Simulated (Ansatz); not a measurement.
## InCu₂: energy above lowest point against volume scale

Free energy against uniform scaling of the volume at fixed shape and fractions; periodic cell, basis, potentials, k mesh and filling as listed. The results are calculated, by Ansatz 0.2.0.

The cell before it is scaled or strained (space group P6_3/mmc, No. 194):
```
cell vectors (Å)
   4.2943     0.0000     0.0000
  -2.1472     3.7190     0.0000
   0.0000     0.0000     5.2328
atoms (fractions of the cell vectors)
In  0.33333  0.66667  0.75000
In  0.66667  0.33333  0.25000
Cu  0.33333  0.66667  0.25000
Cu  0.66667  0.33333  0.75000
Cu  0.00000  0.00000  0.00000
Cu  0.00000  0.00000  0.50000
```

Settings of every row: functional LDA; dispersion none; potentials PAW; wave cutoff 500 eV; density cutoff 2000 eV; k mesh 6x6x5; k shift 0x0x0; occupations fermi dirac; smearing width 0.1 eV; spin none.

Limits: coarse k mesh, up to 40 meV an atom off.

| row | volume scale | V (Å³/atom) | energy above lowest point (meV/atom) |
| --- | --- | --- | --- |
| 1 | 0.94 | 13.093 | 34.6 |
| 2 | 0.96 | 13.371 | 17.2 |
| 3 | 0.98 | 13.65 | 6.1 |
| 4 | 1 | 13.928 | 0.6 |
| 5 | 1.02 | 14.207 | 0 |
| 6 | 1.04 | 14.486 | 3.8 |
| 7 | 1.06 | 14.764 | ? |

Question: what energy above lowest point should row 7 give?

Worked fit of energy above lowest point. Take u = (V_r/V)^(2/3) − 1 with V_r = 13.789 Å³ an atom, which is twice the finite (Eulerian) strain; such expansions in the strain, on which the Birch-Murnaghan equation of state is built, carry the rest volume and the bulk modulus. The shown rows have u = 0.03513, 0.02073, 0.00678, -0.00666, -0.01971, -0.03234. Least squares give energy above lowest point = 2.69 + 407.4 × u + 13944 × u² + 8953 × u³ meV/atom; a parabola predicts inner rows, each left out in turn, worse (root mean square 0.11 against 0.016 meV/atom). All shown rows lie on it to the printed digit. Its lowest point lies at u = -0.0148, or V = 14.1 Å³ an atom, and the curvature there gives the bulk modulus at fixed shape and fractions, B = (4/9)(1 + u)² E″(u)/V = 133 GPa. Letting shape and atoms relax would as a rule lower it, by much in layered, chain or molecular crystals. The withheld row has u = -0.04453, so the fit gives 2.69 + 407.4 × (-0.04453) + 13944 × (-0.04453)² + 8953 × (-0.04453)³ = 11.4 meV/atom.

The calculation gave 11.4 meV/atom. The fit meets it to the printed digit. This row lies beyond the range of the fit.
